The harmonic frequency of an indium diatomic in this table follows from one line of arithmetic: divide 3400 by the bond length in Å and by the square root of the reduced mass in atomic mass units. The result, in cm⁻¹, lies within about 2 % of the computed value in all six rows. The rule works because stretching any of these bonds by the same percentage costs nearly the same energy. It describes only the bottom of the well, and the anharmonicity needs a second rule that can be calibrated on only half of the table.

PySCF 2.14.0, UHF-MP2/def2-SVP with fixed orbital occupations, frozen cores, scalar-relativistic core potentials on all atoms but Ge and As, and no spin-orbit coupling. Diatomics of In with elements of groups 14 and 15. Constants come from Dunham fits for the main isotopes; D_e is relative to high-spin ground-configuration atoms, without counterpoise correction.

| molecule | Z of the varied atom | valence electrons | multiplicity | unpaired | r_e (Å) | ω_e (cm⁻¹) | ω_e x_e (cm⁻¹) | D_e (eV) | ω_e²/(4 ω_e x_e) (eV) |
| --- | --- | --- | --- | --- | --- | --- | --- | --- | --- |
| InGe | 32 | 7 | 4 | sigma1 pi2 | 2.668 | 189 | 0.421 | 2.02 | 2.63 |
| InSn | 50 | 7 | 4 | sigma1 pi2 | 2.849 | 155 | 0.313 | 1.82 | 2.38 |
| InPb | 82 | 7 | 4 | sigma1 pi2 | 2.903 | 135 | 0.251 | 1.72 | 2.24 |
| InAs | 33 | 8 | 3 | pi2 | 2.756 | 184 | 0.249 | 1.32 | 4.21 |
| InSb | 51 | 8 | 3 | pi2 | 2.961 | 148 | 0.134 | 1.21 | 5.08 |
| InBi | 83 | 8 | 3 | pi2 | 3.027 | 133 | 0.0776 | 1.14 | 7.08 |

**InGe to InPb: mass and length**

Down group 14 the harmonic frequency $\omega_e$ falls from 189 to 135 cm⁻¹. Part of this is mass. What vibrates is the reduced mass $\mu = m_1m_2/(m_1+m_2)$, which can never exceed the mass of indium, 115 u. Each heavier partner therefore slows the vibration less than its own mass suggests.

The rest is a softer bond. The force constant $k$, found from $\omega_e$ and $\mu$, drops from 0.95 mdyn/Å in InGe to about 0.8 in InPb, while the bond length $r_e$ grows. The product $kr_e^2$ hardly moves and stays near 42 eV. To see what this product means, write the energy of a small stretch $\Delta r$ as

$$E=\tfrac12\,k r_e^2\left(\frac{\Delta r}{r_e}\right)^2 .$$

A stretch of one per cent thus costs about 2 meV, whichever of the three partners is bound.

The rule follows from the harmonic oscillator, $\omega_e=\sqrt{k/\mu}/(2\pi c)$, with $c$ the speed of light. If $kr_e^2$ is common to all rows, then $\sqrt{k}$ is proportional to $1/r_e$, and

$$\omega_e\approx\frac{3400}{r_e\sqrt{\mu}} .$$

The constant is rounded from a one-parameter fit to all six rows, so both examples below were part of the fit.

For InSn the masses 115 and 120 give $\mu = 115\cdot120/235 = 58.7$ u, with square root 7.66. Dividing 3400 by $2.849\cdot7.66$ gives 156 cm⁻¹, against 155 in the table. Without a computed bond length, rough recalled covalent radii of 1.4 Å for each atom give $r_e\approx2.8$ Å and a frequency about 2 % too high. Over the whole table this shortcut overestimates $\omega_e$ by 1 to 7 %.

**InAs to InBi: another state, the same rule**

The group 15 molecules have one more valence electron and are in a different state. Their σ level holds a pair, and two parallel π electrons make a triplet, whereas the group 14 molecules are quartets with three parallel electrons. Each bond is longer than that of its group 14 neighbour, yet $kr_e^2$ stays close to the same value. A constant taken from group 14 alone predicts the three group 15 frequencies to within 3 %.

InBi is the hardest case. Here $\mu = 115\cdot209/324 = 74.2$ u, with square root 8.61, and 3400 divided by $3.027\cdot8.61$ gives 130 cm⁻¹. The computed value is 133 cm⁻¹, so the rule is 2 % low, its largest miss.

The depth of the well is no substitute for the bond length in such an estimate. From InGe to InAs the dissociation energy $D_e$ falls from 2.02 to 1.32 eV, while $\omega_e$ hardly changes. Standard atomic physics offers a reason: the half-filled p shell of free arsenic is stabilised by exchange, and pairing one of its electrons in a bond gives up part of that gain. This lowers the energy needed to reach the free atoms, but it need not soften the bond near its minimum.

That $kr_e^2$ should be so nearly constant is plausible for weak bonds between p orbitals with one common partner, but it is not derived here. A neighbouring series of indium halides may well behave differently. In a simple ionic model, Coulomb attraction balances a repulsion that varies as $1/r^n$, and then $kr_e^2=(n-1)e^2/r_e$, with $e^2$ in Gaussian units. For a given $n$ this product shrinks as the bond lengthens, so one constant should serve less well, although a larger $n$ for the heavier halides would offset part of the change.

**The anharmonicity: a usable rule in group 14 only**

The anharmonic constant $\omega_ex_e$ measures how quickly the vibrational levels close up. For a Morse curve it equals $\omega_e^2/(4D_e)$, with $D_e$ in cm⁻¹ (1 eV is 8066 cm⁻¹). For InSn this gives $155^2/(4\cdot1.82\cdot8066)=0.41$ cm⁻¹, about a third more than the computed 0.313. The excess is nearly the same in InGe and InPb, so three quarters of the Morse value serves for these three molecules. That factor is empirical and inherits the errors of $D_e$, which lacks corrections for spin-orbit coupling and for basis superposition.

In group 15 the relation breaks down. Read backwards, the computed $\omega_e$ and $\omega_ex_e$ of InBi imply a Morse well of 7.08 eV, although its $D_e$ is 1.14 eV. The fault probably lies in the computed curves rather than in the bonds. As InBi is stretched, the loss of correlation energy speeds up from about 0.2 eV/Å at short distance to 0.7 eV/Å well beyond the minimum. In InSn, as in the other quartets, there is no such acceleration.

This is the pattern expected of spin-symmetry breaking in an unrestricted reference. When a σ pair is stretched, the determinant lets its two electrons drift to different atoms and mixes in states of higher spin. The MP2 correction built on it then shrinks too fast, which raises the outer wall of the well and makes the curve look too harmonic. The three unpaired electrons of the quartets are already parallel, which makes them a useful control. The contrast between the curves is computed; the cause is the likely one, but it has not been tested through the spin of the molecular determinants.

The small group 15 values of $\omega_ex_e$ should therefore not be read as a property of the bonds, nor used to judge the Morse relation. The frequencies are less exposed, because they depend on the curve close to its minimum. Even so, the slightly high $kr_e^2$ of InBi may come from the same fault.

The 2 % accuracy is agreement with these MP2 frequencies, not with measured ones. Scalar relativity enters only through the core potentials, which indium and the heavier partners have but germanium and arsenic lack. Spin-orbit coupling is left out of every row and is strongest for lead and bismuth, where real frequencies may differ from the computed ones by more than the rule does. The output below lists the estimates row by row, with the fit of this rule and that of a single common force constant, which does clearly worse.

Numerical output:

```
Rule with 3400:
   row   mu_u  root_mu  k_mdyn_per_A  k_re2_eV  w_rule  miss_pct  w_radii  miss_radii_pct
  InGe  45.03     6.71        0.9476      42.1   189.9    0.4841    194.9           3.112
  InSn  58.72    7.663        0.8312     42.11   155.7     0.473    158.5           2.231
  InPb  74.06    8.606        0.7952     41.83   136.1    0.8135    136.2          0.9178
  InAs  45.39    6.738        0.9055     42.93   183.1   -0.4872    194.1           5.484
  InSb  58.96    7.679        0.7609     41.64   149.5      1.04    158.1            6.85
  InBi  74.18    8.613        0.7731     44.21   130.4    -1.946    136.1           2.348
Anharmonicity and loss of correlation energy on stretching:
   row  Morse_wexe  three_quarters  Morse_over_computed  loss_short_eV_per_A  loss_long_eV_per_A
  InGe      0.5481          0.4111                1.302               0.4781              0.3749
  InSn      0.4092          0.3069                1.307               0.3531              0.3798
  InPb      0.3284          0.2463                1.308               0.3567              0.3746
  InAs       0.795          0.5963                3.193               0.2091              0.5377
  InSb      0.5611          0.4208                4.187               0.1859              0.5482
  InBi       0.481          0.3607                6.198               0.1591              0.6766
fit of we on 6 rows: coefficient of 1/(re*sqrt(mu)) 3396 +/- 14; rms 1.43, worst InBi -2.73, leave-one-out rms 1.66
fit of we on 6 rows: coefficient of 1/sqrt(mu) 1199 +/- 23; rms 6.69, worst InGe -10.4, leave-one-out rms 8.19
Largest over smallest k: 1.245
Largest over smallest k re^2: 1.062
Largest over smallest k re^2 / De: 1.861
Mean k re^2 (eV): 42.47
Energy of a 1 percent stretch (meV): 2.123
Constant from group 14 alone (A u^0.5 / cm): 3380
Largest miss of that constant in group 15 (percent): 2.521
```
